# Equation of state of the O($N$) model at $N=\infty$ and the Goldstone singularity

## Premises and conventions

The order parameter is a classical field $\boldsymbol\phi(\mathbf x)$ with $N$ real components in $d$ dimensions, $2<d<4$ unless stated. Configurations have the weight $e^{-S}$, with $k_BT$ absorbed in $S$:

$$S=\int d^dx\Big[\tfrac12(\nabla\boldsymbol\phi)^2+\tfrac12 r_0\boldsymbol\phi^2+\frac{u}{4N}(\boldsymbol\phi^2)^2-\sqrt N\,j\,\phi_1\Big].\tag{1}$$

Wave vectors are cut off at $k<\Lambda$, $u>0$ is fixed as $N\to\infty$, $r_0$ is a smooth increasing function of temperature, and $j\ge0$ is uniform. The interaction is short-ranged and invariant under O($N$). The magnetisation is $M=\langle\phi_1\rangle/\sqrt N$. We write $\int_k=\int d^dk/(2\pi)^d=K_d\int k^{d-1}dk$ with $K_d=2/[(4\pi)^{d/2}\Gamma(d/2)]$.

## (a) Saddle-point equations

The Hubbard–Stratonovich identity is a Gaussian integral at each point:

$$e^{-\frac{u}{4N}(\boldsymbol\phi^2)^2}\propto\int_{-\infty}^{\infty}d\lambda\;e^{-N\lambda^2/4u-i\lambda\boldsymbol\phi^2/2}.$$

After it the $N-1$ components transverse to the field appear quadratically, with kernel $-\nabla^2+r(\mathbf x)$ and $r=r_0+i\lambda$. Integrating them out, and using $\lambda^2=-(r-r_0)^2$,

$$S_{\rm eff}=\int d^dx\Big[\tfrac12(\nabla\phi_1)^2+\tfrac12 r\phi_1^2-\sqrt N j\phi_1-\frac{N(r-r_0)^2}{4u}\Big]+\frac{N-1}{2}{\rm Tr}\ln(-\nabla^2+r).\tag{2}$$

With $\phi_1=\sqrt N M$ every term is proportional to $N$ at leading order. The remaining integrals over $M$ and $r$ are therefore fixed by their saddle point, with fluctuations of relative size $N^{-1/2}$ that change the free energy per component at order $1/N$. For uniform fields the free energy per volume and component is

$$f=\tfrac12 rM^2-jM-\frac{(r-r_0)^2}{4u}+\tfrac12\int_k\ln(k^2+r).$$

The conditions $\partial f/\partial M=0$ and $\partial f/\partial r=0$ read

$$j=rM,\qquad r=r_0+uM^2+u\,I(r),\qquad I(r)=\int_k\frac1{k^2+r}.\tag{3}$$

The transverse integral exists only for $r\ge0$. Since $\partial_r^2f=-1/2u-\tfrac12\int_k(k^2+r)^{-2}<0$, the stationary point is a maximum along real $r$, hence a minimum along the direction of the $\lambda$ contour, as steepest descent requires.

Each transverse component has the propagator $1/(k^2+r)$, so $\chi_T=1/r=M/j$. This is also what symmetry demands: tilting the field by a small angle turns $M$ by the same angle.

## (b) The fluctuation integral

For $d>2$, $I(0)$ is finite. Subtracting,

$$I(0)-I(r)=K_d\int_0^\Lambda dk\,\frac{r\,k^{d-3}}{k^2+r}.$$

For $d<4$ the integral converges as $\Lambda\to\infty$, so we write it as $\int_0^\infty-\int_\Lambda^\infty$. In the first piece $k=\sqrt r\,y$ and $\int_0^\infty y^{s-1}(1+y^2)^{-1}dy=\pi/[2\sin(\pi s/2)]$ with $s=d-2$. In the second $k^2\gg r$, and it equals $r\Lambda^{d-4}/(4-d)$ up to a relative correction of order $r/\Lambda^2$. Thus

$$I(0)-I(r)=C_d\,r^{(d-2)/2}-\frac{r}{u^*}+\dots,\tag{4}$$

$$C_d=\frac{\pi K_d}{2\sin[\pi(d-2)/2]}=-\frac{\Gamma(1-d/2)}{(4\pi)^{d/2}},\qquad u^*=\frac{(4-d)\Lambda^{4-d}}{K_d}.$$

The two forms of $C_d$ are related by the reflection formula of $\Gamma$. In $d=3$, $K_3=1/2\pi^2$, $C_3=1/4\pi$, and the closed form is $I(0)-I(r)=(\sqrt r/2\pi^2)\arctan(\Lambda/\sqrt r)$.

## (c) Equation of state

The critical point has $M=0$ and $r=0$, so (3) gives $r_{0c}=-uI(0)$. With $t=(r_0-r_{0c})/u$, the second equation (3) becomes

$$t+M^2=\frac ru+I(0)-I(r).\tag{5}$$

Equation (5) with $r=j/M$ is the exact equation of state of (1) at $N=\infty$. Its right side rises monotonically from zero at $r=0$, so there is one solution $r\ge0$ when $t+M^2\ge0$ and none otherwise. Inserting (4),

$$t+M^2=C_d\,r^{(d-2)/2}+r\Big(\frac1u-\frac1{u^*}\Big)+\dots\tag{6}$$

The second term, relative to the first, is $r^{(4-d)/2}(1/u-1/u^*)/C_d$ and vanishes as $r\to0$ for $d<4$. Dropping it gives $r=[(t+M^2)/C_d]^{2/(d-2)}$. With the scaled field $h=C_d^{2/(d-2)}j$,

$$\boxed{h=M\,(t+M^2)^{2/(d-2)}}\tag{7}$$

The exponents follow from three limits.

* $h\to0^+$, $t<0$: $M\ne0$ requires $t+M^2=0$, so $M_0=(-t)^{1/2}$ and $\beta=1/2$.
* $t>0$, $M\to0$: $h=Mt^{2/(d-2)}$, so $\chi=t^{-\gamma}$ with $\gamma=2/(d-2)$.
* $t=0$: $h=M^{1+4/(d-2)}$, so $\delta=(d+2)/(d-2)$.

They satisfy Widom's relation, $\beta(\delta-1)=2/(d-2)=\gamma$. In $d=3$, $\gamma=2$ and $\delta=5$. Taking $M^2$ out of the bracket of (7) yields the factor $M^{1+2\gamma}=M^\delta$:

$$\frac{h}{M^\delta}=(1+x)^\gamma,\qquad x=\frac{t}{M^{1/\beta}}=\frac t{M^2}\ge-1.\tag{8}$$

The scaling function equals 1 on the critical isotherm $x=0$ and vanishes on the coexistence curve $x=-1$. It vanishes there as $(1+x)^\gamma$ with $\gamma>1$, whereas Landau theory, $h=M(t+M^2)$, has a simple zero. For $x<-1$ equation (8) has no meaning. In $d=3$ the polynomial $M(t+M^2)^2$ can be continued there, but the continuation needs $\sqrt r<0$ and is spurious.

## (d) Approach to the coexistence curve

Fix $t=-M_0^2<0$ and let $h\to0^+$. Equation (7) reads

$$M^2-M_0^2=(h/M)^{(d-2)/2}.\tag{9}$$

The right side tends to zero, so $M\to M_0$. To leading order the left side is $2M_0(M-M_0)$ and $M=M_0$ on the right:

$$M-M_0\simeq\tfrac12M_0^{-d/2}\,h^{(d-2)/2}.\tag{10}$$

Differentiating (7) at fixed $t$, with $\rho=h/M=(t+M^2)^\gamma$ and $1-1/\gamma=(4-d)/2$,

$$\chi_L^{-1}=\frac{\partial h}{\partial M}=\rho+\frac{4M^2}{d-2}\,\rho^{(4-d)/2}.\tag{11}$$

Because $(4-d)/2<1$ for $d>2$, the second term dominates as $\rho\to0$ at $M\ne0$:

$$\boxed{\chi_L\simeq\frac{d-2}{4}M_0^{-d/2}\,h^{(d-4)/2}}\tag{12}$$

This is the derivative of (10). The longitudinal susceptibility diverges at every $t<0$, more weakly than $\chi_T=M_0/h$; eliminating $h$ gives $\chi_L\simeq(d-2)\chi_T^{(4-d)/2}/4M_0^2$.

In $d=3$ put $M=M_0(1+y)$ and $s=(h/M_0^5)^{1/2}$. Then (9) is $y(2+y)\sqrt{1+y}=s$, or $2y+2y^2+O(y^3)=s$, so $y=s/2-s^2/4+O(s^3)$. The law $M-M_0\propto\sqrt h$ needs $s\ll1$, and the first correction is a constant term in $\chi_L$.

## (e) Origin of the singularity

The singularity does not rest on the scaling approximation. Differentiate the exact equation (5): $2M\,dM=[1/u+\Pi(0)]\,dr$, where $\Pi(0)=-I'(r)=\int_k(k^2+r)^{-2}$. With $dj=r\,dM+M\,dr$,

$$\frac{\partial j}{\partial M}=r+\frac{2M^2}{1/u+\Pi(0)}.\tag{13}$$

Without $\Pi$ this tends to the Landau value $2uM_0^2$. By (4), however, $\Pi(0)\simeq\frac{d-2}{2}C_dr^{(d-4)/2}$ diverges as $r=j/M\to0$, and (13) then reproduces (12) at any distance below the critical point.

The same follows at finite wave vector. Expanding (2) to second order in $\delta\phi_1(\mathbf q)$ and $\delta r(\mathbf q)$ gives a quadratic form with diagonal entries $q^2+r$ and $-\frac N2[1/u+\Pi(q)]$ and off-diagonal entry $\sqrt NM$, where $\Pi(q)=\int_k(k^2+r)^{-1}[(\mathbf k+\mathbf q)^2+r]^{-1}$. The upper diagonal element of its inverse is

$$G_L(q)=\Big[q^2+r+\frac{2M^2}{1/u+\Pi(q)}\Big]^{-1}.$$

In $d=3$ and for $\Lambda\to\infty$, a Feynman parameter $z$ gives $\Pi(q)=\int_0^1dz\,[r+z(1-z)q^2]^{-1/2}/8\pi=\arctan(q/2\sqrt r)/4\pi q$. At $r=0$ this is $1/8q$, so $G_L\simeq1/(16M_0^2q)$ at small $q$. For large $\Pi$, $G_L\simeq\Pi/2M^2$: at long wavelength the length of $\boldsymbol\phi$ is rigid, $\delta\phi_1\simeq-\boldsymbol\phi_\perp^2/(2\sqrt NM)$, and the longitudinal correlation is that of a pair of Goldstone modes.

## (f) Physical units and finite $N$, $d=3$

Let $\mathcal M_0$ be the spontaneous magnetisation, $H$ the internal field (SI), $\mathbf n$ the unit vector along the local magnetisation and $A$ the exchange stiffness, with energy density $A(\nabla\mathbf n)^2-\mu_0\mathcal M_0Hn_1$ and $\rho_s=2A$. For small tilts $n_1\simeq1-\mathbf n_\perp^2/2$, and each of the $N-1$ transverse components has the stiffness $\rho_s(k^2+r)$ with $r=\mu_0\mathcal M_0H/\rho_s$. Equipartition gives $\langle n_i^2\rangle=\ell_JI(r)$, where $\ell_J=k_BT/\rho_s$ is a length. From (4),

$$\frac{\mathcal M(H)-\mathcal M_0}{\mathcal M_0}=\frac{N-1}{2}\,\ell_J\,[I(0)-I(r)]\simeq(N-1)\frac{\ell_J\sqrt r}{8\pi}.\tag{14}$$

At $N=\infty$ this agrees with (c). There $\boldsymbol\phi_\perp=\sqrt NM_0\mathbf n_\perp$ turns the gradient term of (1) into $\tfrac12NM_0^2(\nabla\mathbf n)^2$, so $1/\ell_J=NM_0^2$, and (6) gives $(M-M_0)/M_0\simeq\sqrt r/8\pi M_0^2=N\ell_J\sqrt r/8\pi$.

At finite $N$ the leading term of (14) survives, with $\mathcal M_0$ and $A$ taken at temperature $T$. Coarse-grain to a cutoff $\Lambda'$ with $\sqrt r\ll\Lambda'\ll1/\ell_J$. Then $\langle n_i^2\rangle\sim\ell_J\Lambda'$ is small, the anharmonic terms from $|\mathbf n|=1$ are smaller than the harmonic ones by this factor, and the parameters differ from their macroscopic values by the same relative order. The $\sqrt r$ term comes from $k\sim\sqrt r$, where the expansion parameter is $\ell_J\sqrt r$.

Define the exchange length $l_{\rm ex}=(\rho_s/\mu_0\mathcal M_0^2)^{1/2}$, the reduced field $\eta=H/\mathcal M_0$ and $b=\ell_J/8\pi l_{\rm ex}$. Then $r=\eta/l_{\rm ex}^2$, the transverse correlation length is $\xi_T=l_{\rm ex}/\sqrt\eta$, and for $N=3$ with exchange only

$$\frac{\delta\mathcal M}{\mathcal M_0}=2b\sqrt\eta,\qquad\chi_L^{\rm ex}=\frac{d\mathcal M}{dH}=\frac b{\sqrt\eta}.\tag{15}$$

*Quantum check.* Magnons have $\epsilon_k=Dk^2+g\mu_B\mu_0H$ with $D=\rho_sg\mu_B/\mathcal M_0$, and each lowers the moment by $g\mu_B$. Their Bose density is $(k_BT/4\pi D)^{3/2}{\rm Li}_{3/2}(e^{-w})$ with $w=g\mu_B\mu_0H/k_BT$. Since $d\,{\rm Li}_{3/2}(e^{-w})/dw=-{\rm Li}_{1/2}(e^{-w})$ and ${\rm Li}_{1/2}(e^{-w})=\sqrt{\pi/w}+\zeta(1/2)+O(w)$,

$$\chi_L=\frac{\mu_0(g\mu_B)^2}{k_BT}\Big(\frac{k_BT}{4\pi D}\Big)^{3/2}\Big[\sqrt{\pi/w}+\zeta(1/2)\Big].$$

The first term equals $b/\sqrt\eta$ identically, $g$ cancelling. The second, with $\zeta(1/2)=-1.46$, is a relative correction $\zeta(1/2)\sqrt{w/\pi}$.

*Dipolar forces.* They break the premise of O(3) symmetry and are not small when $\eta\lesssim1$. From $\nabla\times\mathbf H_d=0$ and $\nabla\cdot(\mathbf H_d+\boldsymbol{\mathcal M})=0$, a mode with $\mathbf k\neq0$ costs the extra energy $\tfrac12\mu_0|\hat{\mathbf k}\cdot\boldsymbol{\mathcal M}_{\mathbf k}|^2$. Let $\theta$ be the angle between $\mathbf k$ and the field. The transverse component normal to $\mathbf k$ is unaffected. The one in the plane of $\mathbf k$ and the field has $\hat{\mathbf k}\cdot\boldsymbol{\mathcal M}_{\mathbf k}=\mathcal M_0\sin\theta\,n_{\mathbf k}$, so its $r$ becomes $(\eta+\sin^2\theta)/l_{\rm ex}^2$. The radial integral (4) applies in each direction, and with $\mu=\cos\theta$

$$\int_0^1d\mu\sqrt{\eta+1-\mu^2}=\tfrac12\Big[\sqrt\eta+(1+\eta)\arctan\frac1{\sqrt\eta}\Big],$$

which equals $\pi/4$ at $\eta=0$. Measuring from the zero-field value,

$$\frac{\delta\mathcal M}{\mathcal M_0}=b\Big[\tfrac32\sqrt\eta+\frac{1+\eta}2\arctan\frac1{\sqrt\eta}-\frac\pi4\Big],\qquad\chi_L^{\rm dip}=\frac{b}{2\sqrt\eta}\Big[1+\sqrt\eta\arctan\frac1{\sqrt\eta}\Big].\tag{16}$$

For $\eta\gg1$ the bracket of $\chi_L^{\rm dip}$ tends to 2 and (15) returns. For $\eta\ll1$ it tends to 1: the exponent $-1/2$ survives with half the amplitude, since only one soft component remains. The $\sqrt H$ law with dipolar forces was obtained in spin-wave theory by Holstein and Primakoff (1940).

## (g) Range of validity

1. *Dimension.* For $d\le2$, $I(0)$ diverges and there is no ordered phase. At $d=4$, $\Pi(0)\propto\ln(\Lambda^2/r)$ and $\chi_L$ diverges logarithmically. For $d>4$ the term linear in $r$ dominates (5), the exponents are those of Landau theory, and $\Pi(0)$ and $\chi_L$ stay finite.
2. *Scaling form.* Equations (7) and (8) need $r\ll\Lambda^2$ and $r^{(4-d)/2}|1/u-1/u^*|\ll C_d$. Reading $t$ as proportional to $T-T_c$ needs $|T-T_c|\ll T_c$.
3. *Finite $N$.* The exponents $\beta,\gamma,\delta$ and the function (8) change at order $1/N$. The known first-order result in $d=3$, quoted without derivation, is $\gamma=2-24/\pi^2N$; at $N=3$ the correction is $0.81$, so (8) is only qualitative for a Heisenberg magnet. The powers of $h$ in (10) and (12) are fixed by dimension alone and hold for all $N\ge2$, with the amplitude (14) in $d=3$.
4. *Goldstone regime.* It needs $\ell_J/\xi_T\ll1$, $w\ll1$, a single-domain sample larger than $\xi_T$ in all directions, and $H$ well above the anisotropy field $H_K=2K/\mu_0\mathcal M_0$. For a uniaxial energy $-K\cos^2$ with the easy axis along the field, both transverse components gain the same stiffness, $H\to H+H_K$, and the divergence is cut off.

## (h) Numerical illustration: permalloy

Take bulk Ni$_{80}$Fe$_{20}$ at $T=300$ K as a long rod magnetised along its axis, so that the internal field equals the applied one. Typical inputs are $\mathcal M_0\approx8.0\times10^5$ A/m (800 emu/cm³), $A\approx1.3\times10^{-11}$ J/m ($1.3\times10^{-6}$ erg/cm), $g\approx2.1$, $\mu_0H_K\approx0.5$ mT and $T_c\approx850$ K; $\mu_0H=1$ mT corresponds to 10 Oe. With $T/T_c=0.35$ the sample is far from the critical region, so (7) is not used and only part (f) applies. Intermediate values are carried unrounded and results are given to two figures:

$\rho_s=2.6\times10^{-11}$ J/m, $\mu_0\mathcal M_0=1.0$ T, $l_{\rm ex}=5.7$ nm, $\ell_J=0.16$ nm, $b=1.1\times10^{-3}$.

One competing term must be estimated first. In a grain whose easy axis makes the angle $\psi$ with the field, torque balance at $H\gg H_K$ tilts the magnetisation by $\vartheta\simeq(H_K/H)\sin\psi\cos\psi$. For random axes $\langle\sin^2\psi\cos^2\psi\rangle=2/15$, so $\langle\cos\vartheta\rangle=1-H_K^2/15H^2$ and $\chi_{\rm rot}=2\mathcal M_0H_K^2/15H^3$. This treats grains as independent; exchange and magnetostatic coupling stiffen non-uniform rotation and lower it. All susceptibilities below are dimensionless SI values.

| $\mu_0H$ (mT) | $\xi_T$ (nm) | $\chi_L^{\rm ex}$ | $\chi_L^{\rm dip}/\chi_L^{\rm ex}$ | $\chi_L^{\rm dip}$ | $\chi_{\rm rot}$ |
|---|---|---|---|---|---|
| 5 | 81 | $1.6\times10^{-2}$ | 0.55 | $8.7\times10^{-3}$ | 0.27 |
| 20 | 40 | $7.9\times10^{-3}$ | 0.60 | $4.7\times10^{-3}$ | $4.2\times10^{-3}$ |
| 100 | 18 | $3.5\times10^{-3}$ | 0.70 | $2.5\times10^{-3}$ | $3.4\times10^{-5}$ |
| 1000 | 5.7 | $1.1\times10^{-3}$ | 0.89 | $1.0\times10^{-3}$ | $3.4\times10^{-8}$ |

At 100 mT the magnetisation exceeds its zero-field value by $\delta\mathcal M/\mathcal M_0=7.0\times10^{-4}$ from (15) and $4.3\times10^{-4}$ from (16). Between 20 and 100 mT the effective exponent of $\chi_L^{\rm dip}$, $\ln[\chi(100)/\chi(20)]/\ln5$, is $-0.41$ in place of $-1/2$, because the second component is recovering its share.

The remaining neglected terms have these sizes. The expansion parameter $\ell_J/\xi_T$ reaches $0.028$ at 1 T. The anharmonic dipolar energy of $\delta\mathcal M_1=-\mathcal M_0\mathbf n_\perp^2/2$ screens the longitudinal response, a relative effect estimated to be of order $\chi_L$ itself. The shift $H\to H+H_K$ for an aligned easy axis lowers $\chi_L^{\rm ex}$ by 5 % at 5 mT. The quantum term lowers $\chi_L^{\rm ex}$ by 2 % at 100 mT and 6 % at 1 T. The field-independent band (spin plus orbital) susceptibility, of typical order $3\times10^{-4}$, amounts to about 0.1 of $\chi_L^{\rm dip}$ at 100 mT and 0.3 at 1 T, and has to be subtracted as a constant.

With random easy axes, rotation hides the Goldstone term at 5 mT, rivals it at 20 mT and is negligible at 100 mT, so the Goldstone term dominates only at fields of some tens of $H_K$ and above, unless the easy axis is well aligned with the field. A film thinner than $\xi_T$ has two-dimensional transverse fluctuations, and the table does not apply to it.